**Parts of the L2 binding energy of 3+ ions from K to Br**

The table holds the 2p1/2 binding energy of free triply charged ions and its parts (Koopmans value, relaxation, Gaunt, Breit frequency term, self-energy) from radial Dirac-Fock ΔSCF with configuration average, Breit and QED terms and no correlation. The program checks that the parts close, inverts the one-electron Dirac energy for a screening s, and tests relaxation against Ry δ²/n² per spectator electron with recalled Slater constants, Gaunt against (Z − s)³, and the L2−L3 self-energy difference against α/π times the fine-structure splitting. Screening counted per filled shell reproduces the Koopmans values to 0.64 eV rms, against 10.9 eV for a Moseley line, and the jump in the step at Ge³⁺ lies almost wholly in the Koopmans value. The unfitted relaxation estimate is too large by about 9 % rms, gives the 3p and 3d steps well and overshoots the 4s and 4p steps. Gaunt follows a screened cube to 0.8 % rms, and the dip in nuclear radius at Ni³⁺ leaves no trace in the binding energy.

L2 (2p1/2) binding energies of free 3+ ions, from the vacuum level, were computed with Radial Dirac-Fock and Kohn-Sham solver 2 by Dirac-Fock ΔSCF (average of configuration, finite nucleus, no correlation). They sum the Koopmans value, relaxation, first-order Breit and QED terms; retardation and vacuum polarisation are included but not printed.

## Analysis program

```python
# Table: parts (eV) of the L2 (2p1/2) binding energy of free 3+ ions K..Br, radial Dirac-Fock Delta-SCF,
# configuration average, Breit and QED, no correlation. Tested: closure of the parts, screened Dirac scaling of
# Koopmans, relaxation = Ry*delta^2/n^2 per spectator electron, Gaunt ~ (Z-s)^3, self-energy L2-L3 ~ alpha/pi.
T = {
    'ion': ['K3+', 'Ca3+', 'Sc3+', 'Ti3+', 'V3+', 'Cr3+', 'Mn3+', 'Fe3+', 'Co3+', 'Ni3+', 'Cu3+', 'Zn3+', 'Ga3+', 'Ge3+', 'As3+', 'Se3+', 'Br3+'],
    'Z': [19, 20, 21, 22, 23, 24, 25, 26, 27, 28, 29, 30, 31, 32, 33, 34, 35],
    'N': [16, 17, 18, 19, 20, 21, 22, 23, 24, 25, 26, 27, 28, 29, 30, 31, 32],
    'configuration': ['[Ne] 3s2 3p4', '[Ne] 3s2 3p5', '[Ne] 3s2 3p6', '[Ar] 3d1', '[Ar] 3d2', '[Ar] 3d3', '[Ar] 3d4', '[Ar] 3d5', '[Ar] 3d6', '[Ar] 3d7', '[Ar] 3d8', '[Ar] 3d9', '[Ar] 3d10', '[Ar] 3d10 4s1', '[Ar] 3d10 4s2', '[Ar] 3d10 4s2 4p1', '[Ar] 3d10 4s2 4p2'],
    'nuclear_rms_radius': [3.435, 3.478, 3.546, 3.592, 3.6, 3.645, 3.706, 3.738, 3.788, 3.776, 3.882, 3.928, 3.997, 4.074, 4.097, 4.14, 4.163],  # fm
    'binding': [349.2, 399.0, 452.2, 510.6, 572.3, 637.3, 705.6, 777.4, 852.6, 931.3, 1013.5, 1099.3, 1188.7, 1294.7, 1406.2, 1524.2, 1647.6],  # eV
    'koopmans': [357.9, 408.8, 463.1, 523.2, 586.5, 653.1, 723.0, 796.3, 873.1, 953.4, 1037.1, 1124.5, 1215.4, 1322.0, 1434.0, 1552.7, 1676.8],  # eV
    'relaxation': [-8.4551, -9.518, -10.499, -12.131, -13.689, -15.196, -16.667, -18.111, -19.536, -20.946, -22.346, -23.737, -25.123, -25.4, -25.735, -26.194, -26.686],  # eV
    'gaunt': [-0.27781, -0.33976, -0.41001, -0.49962, -0.60059, -0.71373, -0.83981, -0.97965, -1.134, -1.3038, -1.4898, -1.6929, -1.914, -2.153, -2.413, -2.6933, -2.9963],  # eV
    'breit_frequency': [-0.00019044, -0.00025053, -0.00032525, -0.00036726, -0.0004103, -0.00045351, -0.00049593, -0.0005365, -0.00057406, -0.00060736, -0.00063506, -0.00065575, -0.00066796, -0.00071337, -0.0007523, -0.00087851, -0.0010586],  # eV
    'self_energy': [0.021292, 0.024834, 0.02876, 0.032731, 0.037055, 0.041741, 0.046793, 0.052216, 0.058015, 0.064192, 0.070747, 0.077677, 0.084976, 0.097456, 0.11112, 0.12166, 0.13266],  # eV
}
import numpy as np
from scipy.constants import alpha, physical_constants as pc
Ry = pc['Rydberg constant times hc in eV'][0]; mc2 = pc['electron mass energy equivalent in MeV'][0]*1e6
ion = T['ion']; a = lambda k: np.array(T[k], float)
Z, B, K, R, G, F, S, rn = map(a, ['Z','binding','koopmans','relaxation','gaunt','breit_frequency','self_energy','nuclear_rms_radius'])
i = lambda z: int(np.where(Z == z)[0][0]); st = lambda y, z: y[i(z)] - y[i(z-1)]
n3p, n3d, n4s, n4p = np.clip(Z-15,0,6), np.clip(Z-21,0,10), np.clip(Z-31,0,2), np.clip(Z-33,0,6)
C = np.c_[np.ones_like(Z), n3p, n3d, n4s, n4p]; L = np.c_[np.ones_like(Z), Z]
fit = lambda A, y: np.linalg.lstsq(A, y, rcond=None)[0]
def rep(t, r, u='eV'):
    w = int(np.argmax(abs(r))); print(f'{t}: rms {np.sqrt(np.mean(r**2)):.2f} {u}, worst {ion[w]} {r[w]:+.2f} {u}')
dirac = lambda q: mc2*(1 - np.sqrt((1 + np.sqrt(1 - (q*alpha)**2))/2))
s = Z - np.sqrt(1 - (2*(1 - K/mc2)**2 - 1)**2)/alpha
# Slater screening constants 0.35, 0.85, 1.0: rough recalled values
sl = np.array([0.85**2*Ry/9, Ry/9, Ry/16, Ry/16])
Rs = -(7*0.35**2*Ry/4 + 2*sl[0] + C[:, 1:] @ sl); gap = B - (K + R + G + F + S)
print('ion | Koopmans step eV | screening s | s step | relax step eV | relax % of Koopmans | Slater relax eV | binding less printed parts eV')
for j in range(len(Z)):
    d = [f'{y[j]-y[j-1]:{f}}' if j else '-' for y, f in ((K,'.1f'), (s,'.3f'), (R,'.2f'))]
    print(f'{ion[j]:5}{d[0]:>7}{s[j]:7.2f}{d[1]:>7}{d[2]:>7}{-100*R[j]/K[j]:6.2f}{Rs[j]:8.2f}{gap[j]:+7.2f}')
# further outputs of the same runs (eV): L2 retardation; Sc3+ finer Koopmans, vacuum polarisation, binding
ret = {19:0.0273863, 21:0.0398517, 27:0.116547, 32:0.230589, 35:0.324465}
print('gap less retardation eV (rounding allows 0.10):', ', '.join(f'{ion[i(z)]} {gap[i(z)]-v:+.3f}' for z, v in ret.items()))
print('retardation / |Gaunt|:', ', '.join(f'{ion[i(z)]} {-v/G[i(z)]:.3f}' for z, v in ret.items()))
j = i(21); print(f'Sc3+ sum of all parts {463.091+R[j]+G[j]+F[j]+S[j]+ret[21]-0.00160422:.3f} eV, binding 452.249 eV')
print(f'Br3+/K3+ ratios: Koopmans {K[-1]/K[0]:.2f}, Z^2 {(Z[-1]/Z[0])**2:.2f}, relax {R[-1]/R[0]:.2f}, Gaunt {G[-1]/G[0]:.1f}, self-energy {S[-1]/S[0]:.1f}')
p = fit(L, Z-s); print(f'Moseley line: effective charge gained per proton {p[1]:.3f}'); rep('  Koopmans misfit', dirac(L@p) - K)
p = fit(C, s); print('s per added 3p, 3d, 4s, 4p electron:', np.round(p[1:], 3)); rep('  Koopmans misfit', dirac(Z - C@p) - K)
d2 = np.diff(K, 2)[i(24)-2:i(31)-1]
print(f'Koopmans second difference Cr..Ga mean {d2.mean():.2f} eV; (Ry/2)(1-s step)^2 = {Ry/2*(1-p[2])**2:.2f} eV')
for z in (22, 32):
    print(f'change of step at {ion[i(z)]} eV (rounding 0.2): ' + ', '.join(f'{n} {st(y,z)-st(y,z-1):+.2f}' for n, y in (('binding',B),('Koopmans',K),('relax',R),('Gaunt',G))))
print(f'binding steps Zn-Ga {st(B,31):.1f}, Ga-Ge {st(B,32):.1f} eV')
p = fit(C, R); print('relax per 3p, 3d, 4s, 4p electron eV, fitted:', np.round(-p[1:], 2), 'Slater:', np.round(sl, 2))
rep('relax, fitted shell count', C@p - R); rep('relax, Slater without fit', Rs - R); rep('relax, Slater relative', 100*(Rs/R - 1), '%')
rep('relax, linear in Z', L@fit(L, R) - R); rep('relax, fixed fraction of Koopmans', K*(K@R)/(K@K) - R)
# further outputs of the same runs (eV): relaxation of K and L1 holes
RK = {20:-30.036, 21:-31.365, 22:-33.0007, 28:-42.5717, 29:-44.1675, 31:-47.3726, 32:-48.0694}
R1 = {20:-8.3461, 21:-9.20195, 22:-10.7817, 28:-19.1695, 29:-20.4871, 31:-23.095, 32:-23.3535}
for z in (21, 22, 29, 32):
    print(f'relax step into {ion[i(z)]} eV: K {RK[z]-RK[z-1]:.2f}, L1 {R1[z]-R1[z-1]:.2f}, L2 {st(R,z):.2f}, K less L2 {RK[z]-RK[z-1]-st(R,z):+.2f}')
q = np.polyfit(np.log(Z), np.log(-G), 1); rep(f'Gaunt power law Z^{q[0]:.2f}', 100*(np.exp(np.polyval(q, np.log(Z)))/-G - 1), '%')
c = fit(L, np.cbrt(-G)); rep(f'Gaunt (Z-{-c[0]/c[1]:.2f})^3', 100*((L@c)**3/-G - 1), '%')
print('Gaunt second difference eV:', ', '.join(f'{ion[i(z)]} {st(G,z)-st(G,z-1):.3f}' for z in (21,22,23,31,32)), f'; largest |Breit frequency| {abs(F).max():.4f} eV')
print('self-energy step eV into:', ', '.join(f'{ion[i(z)]} {st(S,z):.4f}' for z in (21,22,31,32,33,34,35)))
# further outputs of the same runs (eV): L3 self-energy and L3 Koopmans value
L3 = {21:(0.0170564, 458.338), 27:(0.0227843, 858.059), 32:(0.0251838, 1289.7)}
print(f'self-energy L2-L3 over Koopmans L2-L3 (alpha/pi {alpha/np.pi:.5f}):', ', '.join(f'{ion[i(z)]} {(S[i(z)]-u)/(K[i(z)]-v):.5f}' for z, (u, v) in L3.items()))
print(f'radius step into Ni3+ {st(rn,28):+.3f} fm; binding second differences eV (rounding 0.2):', ', '.join(f'{ion[i(z)]} {st(B,z)-st(B,z-1):.1f}' for z in (26,27,28,29,30)))
assert (np.diff(R) < 0).all() and (G < 0).all() and (S > 0).all()
assert min(-st(R, z) for z in range(22, 32)) > 2*max(-st(R, z) for z in range(32, 36))
assert 3 < q[0] < 4.5
assert all(abs(gap[i(z)] - v) < 0.11 for z, v in ret.items())
```

It prints:

```
ion | Koopmans step eV | screening s | s step | relax step eV | relax % of Koopmans | Slater relax eV | binding less printed parts eV
K3+        -   8.75      -      -  2.36   -9.47  +0.01
Ca3+    50.9   9.05  0.297  -1.06  2.33  -10.56  +0.03
Sc3+    54.3   9.34  0.297  -0.98  2.27  -11.65  -0.02
Ti3+    60.1   9.61  0.269  -1.63  2.32  -13.17  -0.00
V3+     63.3   9.89  0.274  -1.56  2.33  -14.68  +0.05
Cr3+    66.6  10.17  0.278  -1.51  2.33  -16.19  +0.07
Mn3+    69.9  10.45  0.281  -1.47  2.31  -17.70  +0.06
Fe3+    73.3  10.73  0.283  -1.44  2.27  -19.21  +0.14
Co3+    76.8  11.01  0.284  -1.43  2.24  -20.73  +0.11
Ni3+    80.3  11.30  0.284  -1.41  2.20  -22.24  +0.09
Cu3+    83.7  11.58  0.286  -1.40  2.15  -23.75  +0.17
Zn3+    87.4  11.87  0.285  -1.39  2.11  -25.26  +0.15
Ga3+    90.9  12.15  0.286  -1.39  2.07  -26.77  +0.25
Ge3+   106.6  12.35  0.196  -0.28  1.92  -27.62  +0.16
As3+   112.0  12.54  0.190  -0.34  1.79  -28.47  +0.24
Se3+   118.7  12.72  0.176  -0.46  1.69  -29.32  +0.27
Br3+   124.1  12.89  0.173  -0.49  1.59  -30.17  +0.35
gap less retardation eV (rounding allows 0.10): K3+ -0.016, Sc3+ -0.059, Co3+ -0.004, Ge3+ -0.074, Br3+ +0.026
retardation / |Gaunt|: K3+ 0.099, Sc3+ 0.097, Co3+ 0.103, Ge3+ 0.107, Br3+ 0.108
Sc3+ sum of all parts 452.249 eV, binding 452.249 eV
Br3+/K3+ ratios: Koopmans 4.69, Z^2 3.39, relax 3.16, Gaunt 10.8, self-energy 6.2
Moseley line: effective charge gained per proton 0.734
  Koopmans misfit: rms 10.88 eV, worst Br3+ -31.35 eV
s per added 3p, 3d, 4s, 4p electron: [0.287 0.282 0.199 0.173]
  Koopmans misfit: rms 0.64 eV, worst Sc3+ +1.26 eV
Koopmans second difference Cr..Ga mean 3.45 eV; (Ry/2)(1-s step)^2 = 3.51 eV
change of step at Ti3+ eV (rounding 0.2): binding +5.20, Koopmans +5.80, relax -0.65, Gaunt -0.02
change of step at Ge3+ eV (rounding 0.2): binding +16.60, Koopmans +15.70, relax +1.11, Gaunt -0.02
binding steps Zn-Ga 89.4, Ga-Ge 106.0 eV
relax per 3p, 3d, 4s, 4p electron eV, fitted: [1.15 1.45 0.22 0.49] Slater: [1.09 1.51 0.85 0.85]
relax, fitted shell count: rms 0.09 eV, worst Sc3+ -0.23 eV
relax, Slater without fit: rms 1.77 eV, worst Br3+ -3.49 eV
relax, Slater relative: rms 8.85 %, worst Br3+ +13.07 %
relax, linear in Z: rms 0.91 eV, worst Br3+ -2.06 eV
relax, fixed fraction of Koopmans: rms 2.59 eV, worst Br3+ -6.01 eV
relax step into Sc3+ eV: K -1.33, L1 -0.86, L2 -0.98, K less L2 -0.35
relax step into Ti3+ eV: K -1.64, L1 -1.58, L2 -1.63, K less L2 -0.00
relax step into Cu3+ eV: K -1.60, L1 -1.32, L2 -1.40, K less L2 -0.20
relax step into Ge3+ eV: K -0.70, L1 -0.26, L2 -0.28, K less L2 -0.42
Gaunt power law Z^3.90: rms 1.45 %, worst Br3+ +2.43 %
Gaunt (Z-5.96)^3: rms 0.77 %, worst K3+ -2.65 %
Gaunt second difference eV: Sc3+ -0.008, Ti3+ -0.019, V3+ -0.011, Ga3+ -0.018, Ge3+ -0.018 ; largest |Breit frequency| 0.0011 eV
self-energy step eV into: Sc3+ 0.0039, Ti3+ 0.0040, Ga3+ 0.0073, Ge3+ 0.0125, As3+ 0.0137, Se3+ 0.0105, Br3+ 0.0110
self-energy L2-L3 over Koopmans L2-L3 (alpha/pi 0.00232): Sc3+ 0.00246, Co3+ 0.00234, Ge3+ 0.00224
radius step into Ni3+ -0.012 fm; binding second differences eV (rounding 0.2): Fe3+ 3.5, Co3+ 3.4, Ni3+ 3.5, Cu3+ 3.5, Zn3+ 3.6
```
